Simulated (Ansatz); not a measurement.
BaTiO3: the change of largest V_zz and pressure with volume scale

All results are calculated (Ansatz 0.2.0). Periodic Kohn-Sham DFT of a crystal at fixed atoms, scaled to volume_scale times the given cell; pressure positive in compression, energy less spherical unpolarised free atoms, largest_vzz the field gradient of largest size among the nuclei.

The cell before it is scaled or strained (space group Pm-3m, No. 221):
```
CELL_PARAMETERS angstrom
4.00730 0.00000 0.00000
0.00000 4.00730 0.00000
0.00000 0.00000 4.00730
ATOMIC_POSITIONS crystal
Ba 0.50000 0.50000 0.50000
Ti 0.00000 0.00000 0.00000
O 0.50000 0.00000 0.00000
O 0.00000 0.50000 0.00000
O 0.00000 0.00000 0.50000
```

Settings of every row: method frozen-core PAW; functional LDA; relativity scalar; k mesh 8x8x8; filling fermi-dirac; smearing width 0.05 eV; wave cutoff 420 eV; paw set soft_2.

Atom start moment: 0 on all atoms.

Limits: PAW files made with PBE; field gradient without spin-orbit coupling on heavy atoms; no spin-orbit coupling on heavy atoms.

| row | volume scale | V (Å³/atom) | largest V_zz (1e21 V/m^2) | pressure (GPa) |
| --- | --- | --- | --- | --- |
| 1 | 0.94 | 12.098 | ? | ? |
| 2 | 0.96 | 12.355 | 1.949 | -2.687 |
| 3 | 0.98 | 12.613 | 2.13 | -6.298 |
| 4 | 0.99 | 12.742 | 2.219 | -7.951 |
| 5 | 1 | 12.87 | 2.305 | -9.511 |
| 6 | 1.01 | 12.999 | 2.39 | -10.984 |
| 7 | 1.02 | 13.128 | 2.473 | -12.374 |
| 8 | 1.04 | 13.385 | 2.635 | -14.922 |
| 9 | 1.06 | 13.642 | 2.789 | -17.182 |

Question: what largest V_zz and pressure should row 1 give?

Worked fit of largest V_zz. Take t = volume scale − 1. The shown rows have t = -0.04, -0.02, -0.01, 0, 0.01, 0.02, 0.04, 0.06. Least squares give largest V_zz = 2.3052 + 8.571 × t − 8.39 × t² 1e21 V/m^2; a straight line predicts inner rows, each left out in turn, worse (root mean square 0.0063 against 0.0004 1e21 V/m^2). All shown rows lie on it to the printed digit. The withheld row has t = -0.06, so the fit gives 2.3052 + 8.571 × (-0.06) − 8.39 × (-0.06)² = 1.761 1e21 V/m^2.

The calculation gave 1.764 1e21 V/m^2. The fit lies 0.003 1e21 V/m^2 (0.29 % of the column's range) below it; its largest miss of a shown row is 0.000 1e21 V/m^2. This row lies beyond the range of the fit.

Worked fit of pressure. Take u = (V_r/V)^(2/3) − 1 with V_r = 12.934 Å³ an atom, which is twice the finite (Eulerian) strain; such expansions in the strain, on which the Birch-Murnaghan equation of state is built, carry the rest volume and the bulk modulus. The shown rows have u = 0.031, 0.0169, 0.01002, 0.00331, -0.00334, -0.00988, -0.02259, -0.03491. Least squares give pressure = −10.2495 + 222.501 × u + 687.98 × u² GPa; a straight line predicts inner rows, each left out in turn, worse (root mean square 0.22 against 0.0056 GPa). The rows lie off it by 0.004, -0.005, 0.000, -0.006, 0.001, 0.007, 0.003, -0.003 (root mean square 0.0043 GPa). The withheld row has u = 0.04555, so the fit gives −10.2495 + 222.501 × (0.04555) + 687.98 × (0.04555)² = 1.313 GPa.

The calculation gave 1.366 GPa. The fit lies 0.053 GPa (3.9 % of the value, 0.29 % of the column's range) below it; its largest miss of a shown row is 0.007 GPa. This row lies beyond the range of the fit.
